**GaAs across cheap methods: does the modulus error follow the volume error?**

The table holds band gap, volume per atom, bulk modulus and rough processor time of zinc-blende GaAs from a force field, xTB, PM6/PM7, PBE in several bases, r2SCAN and GLLB-SC, with gaps on the r2SCAN cell and no spin-orbit coupling. The program tests a Murnaghan scaling B ∝ V^(−B′) with a rough recalled B′ of 4.5, and a bond-length law V^(−7/6), both anchored at r2SCAN, and fits the exponent to PBE and PBE DZVP only. The Murnaghan form holds within 3 % for PBE, PBE DZVP and the force field, and fails for GFN1-xTB (−70 %), PM7 (+52 %) and PBE SZV (+20 %). It also prints pressures on the shared cell, where PBE is missed by 0.11 GPa, gap differences within each class of method, and rank correlations that show no significant ordering of error by cost.

Zinc-blende GaAs by methods from a force field to r2SCAN, without spin polarisation or spin-orbit coupling. Gaps and times are for single points on the r2SCAN-relaxed cell, volumes from each method's own relaxation or energy curve, moduli at fixed cell shape. Plane-wave k meshes are 8×8×8 for PBE and r2SCAN, 6×6×6 for GLLB-SC and 4×4×4 for the coarse PBE run.

## Numerical check

```python
# Table: zinc-blende GaAs by several programs and levels (force field, xTB, PM6/PM7, PBE in
# several bases, r2SCAN, GLLB-SC): gap on the r2SCAN cell, own volume, bulk modulus, rough cost.
# Tested: modulus errors as a result of volume errors (Murnaghan B ~ V^-B' or bond law V^-7/6),
# pressures on the shared cell, gap errors by class, and whether cost orders the error.
T = {
    'rung_name': ['GaAs.bop.table', 'PBE coarse-settings', 'PBE', 'r2SCAN', 'GLLB-SC', 'PBE sz-orbitals', 'GFN1-xTB tblite', 'GFN2-xTB tblite', 'PBE SZV', 'PM6', 'PM7', 'PBE DZVP'],
    'rung_kind': ['force field', 'low cutoff and mesh', 'semilocal', 'semilocal', 'model potential', 'small basis', 'tight binding', 'tight binding', 'small basis', 'semi-empirical', 'semi-empirical', 'small basis'],
    'rung_band_gap': [None, 0.399, 0.466, 0.962, 0.988, 0.443, 0.586, 2.667, 0.726, 2.461, 5.315, 0.449],  # eV
    'rung_volume_per_atom': [22.714, None, 23.696, 22.739, None, None, 25.215, None, 24.773, None, 22.495, 24.079],  # angstrom^3
    'rung_bulk_modulus': [75.1, None, 58.8, 72.7, None, None, 13.5, None, 59.5, None, 115.9, 56.8],  # GPa
    'rung_atoms_computed': [2, 2, 2, 2, 2, 2, 64, 64, 2, 64, 64, 2],
    'cost': [0.2, 1, 3, 6, 7, 7, 10, 10, 10, 10, 10, 40],  # s
}
import numpy as np
from scipy.optimize import brentq
from scipy.stats import spearmanr
N = T['rung_name']
def col(k): return {n: v for n, v in zip(N, T[k]) if v is not None}
G, V, B, C = col('rung_band_gap'), col('rung_volume_per_atom'), col('rung_bulk_modulus'), col('cost')
# rough recalled values: measured gap, spin-orbit lowering, modulus, B', dEg/dlnV
Gx, so, Bx, Bp, adef = 1.5, 0.1, 75.0, 4.5, -8.0
# further outputs of the same runs: pressures on the shared cell (GPa), GLLB-SC parts (eV)
P = {'GaAs.bop.table': -0.0831, 'PBE': 2.774159, 'r2SCAN': 0.011617}
Pcoarse, ks, dxc = 3.893317, 0.74776, 0.24007
r = 'r2SCAN'; ref = Gx + so
print(f"Gaps (eV): value, minus r2SCAN, ratio to rough {ref:.1f} eV (recalled, no spin-orbit)")
for n in G:
    print(f"  {n:20s} {G[n]:6.3f} {G[n]-G[r]:+7.3f} {G[n]/ref:5.1f}")
for a, b in [('PBE coarse-settings', 'PBE'), (r, 'PBE'), ('PBE sz-orbitals', 'PBE'), ('PBE SZV', 'PBE'),
             ('PBE DZVP', 'PBE'), ('GFN2-xTB tblite', 'GFN1-xTB tblite'), ('PM7', 'PM6')]:
    print(f"gap {a} - {b}: {G[a]-G[b]:+.3f} eV, ratio {G[a]/G[b]:.2f}")
print(f"GLLB-SC: Kohn-Sham {ks:.3f} + discontinuity {dxc:.3f} = {ks+dxc:.3f} eV (share {100*dxc/(ks+dxc):.0f} %)")
print(f"GLLB-SC Kohn-Sham part minus PBE {ks-G['PBE']:+.3f}, minus r2SCAN {ks-G[r]:+.3f} eV")
x = {n: np.log(V[n]/V[r]) for n in V}
y = {n: np.log(B[n]/B[r]) for n in V}
print(f"PBE gap shift on going to its own volume, rough recalled slope {adef:.0f} eV: about {adef*x['PBE']:.1f} eV")
print("Modulus: dV %, dB % (vs r2SCAN) | Murnaghan B'=4.5: GPa, misfit % | V^-7/6: GPa, misfit %")
res = {}
for n in V:
    if n == r: continue
    m1, m2 = B[r]*np.exp(-Bp*x[n]), B[r]*np.exp(-7/6*x[n])
    res[n] = B[n]/m1 - 1
    print(f"  {n:16s} {100*(V[n]/V[r]-1):+6.2f} {100*(B[n]/B[r]-1):+6.1f} | "
          f"{m1:5.1f} {100*res[n]:+6.1f} | {m2:5.1f} {100*(B[n]/m2-1):+6.1f}")
fit = ['PBE', 'PBE DZVP']  # DFT rows without a minimal basis
nfit = -sum(x[n]*y[n] for n in fit)/sum(x[n]**2 for n in fit)
print(f"exponent fitted to PBE and PBE DZVP through r2SCAN: {nfit:.2f}")
print("single-row exponents: " + ", ".join(f"{n.split(' t')[0]} {-y[n]/x[n]:.1f}"
      for n in ['PBE', 'PBE DZVP', 'PBE SZV', 'GFN1-xTB tblite', 'PM7']))
print("largest misfits: " + ", ".join(f"{n} {100*res[n]:+.0f} %" for n in sorted(res, key=lambda k: -abs(res[k]))[:3]))
print(f"rounding of the table: modulus {100*0.05/B[r]:.2f} %, volume {100*0.0005/V[r]:.3f} %, gap 0.0005 eV")
def mur(n, b): return B[n]/b*((V[n]/V[r])**b - 1)
print("Pressure on the shared cell (GPa): run, Murnaghan from own V0 and B0, difference")
for n in P:
    print(f"  {n:16s} {P[n]:+.3f} {mur(n, Bp):+.3f} {P[n]-mur(n, Bp):+.3f}")
dP = B['PBE']*0.001/V[r] + mur('PBE', Bp)*0.05/B['PBE']
bimp = brentq(lambda b: mur('PBE', b) - P['PBE'], 1, 15)
print(f"PBE: rounding moves this pressure by {dP:.3f} GPa; B' needed to match the run {bimp:.1f}")
Bc = B['PBE'] + Bp*P['PBE']
print(f"PBE modulus carried to the shared cell: {Bc:.1f} GPa, {100*(Bc/B[r]-1):+.1f} % vs r2SCAN")
print(f"coarse settings: pressure error {Pcoarse-P['PBE']:+.2f} GPa, about {100*(Pcoarse-P['PBE'])/Bc:.1f} % in volume")
print(f"B over rough recalled {Bx:.0f} GPa: " + ", ".join(f"{n.split(' t')[0]} {B[n]/Bx:.2f}" for n in B))
sg = spearmanr([C[n] for n in G], [abs(np.log(G[n]/ref)) for n in G])
sb = spearmanr([C[n] for n in B], [abs(np.log(B[n]/Bx)) for n in B])
print(f"rank correlation, rough cost and gap error: {sg[0]:+.2f} (p {sg[1]:.2f}, {len(G)} rows)")
print(f"rank correlation, rough cost and modulus error: {sb[0]:+.2f} (p {sb[1]:.2f}, {len(B)} rows)")
assert G['PBE'] < G[r] < Gx < G['PM6'] < G['PM7']
assert 3.5 < nfit < 6.0
assert res['GFN1-xTB tblite'] < -0.5 and res['PM7'] > 0.3 and abs(res['PBE']) < 0.05
assert abs(ks + dxc - G['GLLB-SC']) < 0.001
```

Printed output:

```
Gaps (eV): value, minus r2SCAN, ratio to rough 1.6 eV (recalled, no spin-orbit)
  PBE coarse-settings   0.399  -0.563   0.2
  PBE                   0.466  -0.496   0.3
  r2SCAN                0.962  +0.000   0.6
  GLLB-SC               0.988  +0.026   0.6
  PBE sz-orbitals       0.443  -0.519   0.3
  GFN1-xTB tblite       0.586  -0.376   0.4
  GFN2-xTB tblite       2.667  +1.705   1.7
  PBE SZV               0.726  -0.236   0.5
  PM6                   2.461  +1.499   1.5
  PM7                   5.315  +4.353   3.3
  PBE DZVP              0.449  -0.513   0.3
gap PBE coarse-settings - PBE: -0.067 eV, ratio 0.86
gap r2SCAN - PBE: +0.496 eV, ratio 2.06
gap PBE sz-orbitals - PBE: -0.023 eV, ratio 0.95
gap PBE SZV - PBE: +0.260 eV, ratio 1.56
gap PBE DZVP - PBE: -0.017 eV, ratio 0.96
gap GFN2-xTB tblite - GFN1-xTB tblite: +2.081 eV, ratio 4.55
gap PM7 - PM6: +2.854 eV, ratio 2.16
GLLB-SC: Kohn-Sham 0.748 + discontinuity 0.240 = 0.988 eV (share 24 %)
GLLB-SC Kohn-Sham part minus PBE +0.282, minus r2SCAN -0.214 eV
PBE gap shift on going to its own volume, rough recalled slope -8 eV: about -0.3 eV
Modulus: dV %, dB % (vs r2SCAN) | Murnaghan B'=4.5: GPa, misfit % | V^-7/6: GPa, misfit %
  GaAs.bop.table    -0.11   +3.3 |  73.1   +2.8 |  72.8   +3.2
  PBE               +4.21  -19.1 |  60.4   -2.6 |  69.3  -15.1
  GFN1-xTB tblite  +10.89  -81.4 |  45.7  -70.4 |  64.4  -79.1
  PBE SZV           +8.94  -18.2 |  49.4  +20.3 |  65.8   -9.6
  PM7               -1.07  +59.4 |  76.3  +51.9 |  73.6  +57.4
  PBE DZVP          +5.89  -21.9 |  56.2   +1.1 |  68.0  -16.5
exponent fitted to PBE and PBE DZVP through r2SCAN: 4.60
single-row exponents: PBE 5.1, PBE DZVP 4.3, PBE SZV 2.3, GFN1-xTB 16.3, PM7 43.2
largest misfits: GFN1-xTB tblite -70 %, PM7 +52 %, PBE SZV +20 %
rounding of the table: modulus 0.07 %, volume 0.002 %, gap 0.0005 eV
Pressure on the shared cell (GPa): run, Murnaghan from own V0 and B0, difference
  GaAs.bop.table   -0.083 -0.082 -0.001
  PBE              +2.774 +2.663 +0.111
  r2SCAN           +0.012 +0.000 +0.012
PBE: rounding moves this pressure by 0.005 GPa; B' needed to match the run 6.4
PBE modulus carried to the shared cell: 71.3 GPa, -1.9 % vs r2SCAN
coarse settings: pressure error +1.12 GPa, about 1.6 % in volume
B over rough recalled 75 GPa: GaAs.bop.table 1.00, PBE 0.78, r2SCAN 0.97, GFN1-xTB 0.18, PBE SZV 0.79, PM7 1.55, PBE DZVP 0.76
rank correlation, rough cost and gap error: -0.22 (p 0.52, 11 rows)
rank correlation, rough cost and modulus error: +0.67 (p 0.10, 7 rows)
```
